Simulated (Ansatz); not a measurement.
**Mixing Eu and La in the structure of EuZn2**

Computed with the plane-wave PAW code Ansatz (scalar-relativistic, PAW set soft_2): PBEsol, collinear spin where a start has a moment, 420 eV cutoff, k-mesh 4×4×4.

End member EuZn2, relaxed:

```cif
data_structure
_symmetry_space_group_name_H-M 'Imma'
_symmetry_Int_Tables_number 74
_cell_length_a 4.5523
_cell_length_b 7.3141
_cell_length_c 7.4095
_cell_angle_alpha 90.000
_cell_angle_beta 90.000
_cell_angle_gamma 90.000
_cell_volume 246.71
loop_
_atom_site_label
_atom_site_type_symbol
_atom_site_symmetry_multiplicity
_atom_site_Wyckoff_symbol
_atom_site_fract_x
_atom_site_fract_y
_atom_site_fract_z
_atom_site_occupancy
Eu1 Eu 4 e 0.50000 0.75000 0.94825 1
Zn1 Zn 8 h 0.00000 0.56383 0.16381 1
```

The end members, relaxed in this structure: Eu: 20.56 Å³ an atom; La: 21.06 Å³ an atom. The 6 Eu sites of a small cell are then shared in one or more ways, and cell and atoms relax.

```tsv
sites taken	mixing energy (meV a mixed site)	volume (Å³ an atom)	volume over the mean of the ends (%)	moment (μB)
3 Eu, 3 La	3.8	20.94	0.6	21.3
2 Eu, 4 La	8.2	20.95	0.3	14.7
```

Mixing costs or gains less than 20 meV a site, which is within the noise of k mesh and relaxation, so the sign isn't settled. Ideal mixing entropy is worth up to 18 meV a site at 300 K and 60 meV at 1000 K, so the crystal should mix when hot, while all values are positive, and a gap in mixing near room temperature isn't ruled out.

One relaxed mixed cell (La2EuZn6):

```
mixed
1.0
    -0.0008    7.4691   -0.0005
     0.0027    0.0005   -7.3289
    -6.8904   -3.7340    3.6672
Eu La Zn
2 4 12
Direct
  0.5847 0.8858 0.6698
  0.7481 0.4483 0.9962
  0.9157 0.2200 0.3317
  0.2491 0.5474 0.9979
  0.4169 0.1139 0.3343
  0.0837 0.7866 0.6681
  0.8965 0.1694 0.6651
  0.2351 0.5060 0.3356
  0.5664 0.8356 0.9986
  0.0977 0.8278 0.3305
  0.4362 0.1648 0.0010
  0.7662 0.4985 0.6674
  0.6002 0.5061 0.3356
  0.9318 0.8355 0.9986
  0.2680 0.1692 0.6650
  0.4008 0.4985 0.6675
  0.7326 0.8279 0.3304
  0.0647 0.1648 0.0009
```

Caveats: 4f shell without a U, which puts 4f levels too near the Fermi level; open f or d shells may hold a state above the lowest; a small cell repeats its arrangement periodically, so this isn't a truly random crystal; the end members kept the symmetry of the structure while the mixed cells were free to distort, which can lower these; an end member made by putting another element on the site need not exist, and other phases weren't compared.

The mixed cells carry moments of 21.3 and 14.7 μB for three and two Eu atoms, slightly more than a half-filled 4f shell on each would give. This points to divalent Eu with parallel spins, the excess probably coming from polarised 5d and other conduction states. La is trivalent and supplies an extra valence electron, which a metallic Zn framework can take up and screen without compensating defects. That fits the small mixing energies.

The order of the end-member volumes is suspect, however. Divalent Eu is larger than trivalent La, yet the Eu compound comes out smaller, at 20.56 against 21.06 Å³ an atom. The likely cause is 4f states that are too delocalised and take part in bonding, which contracts the Eu compound. The slight expansion on mixing is measured against this reference, so it can't be read as a real departure from Vegard's law. Nor do the parallel moments establish ferromagnetism, since no antiparallel arrangement is reported for comparison.
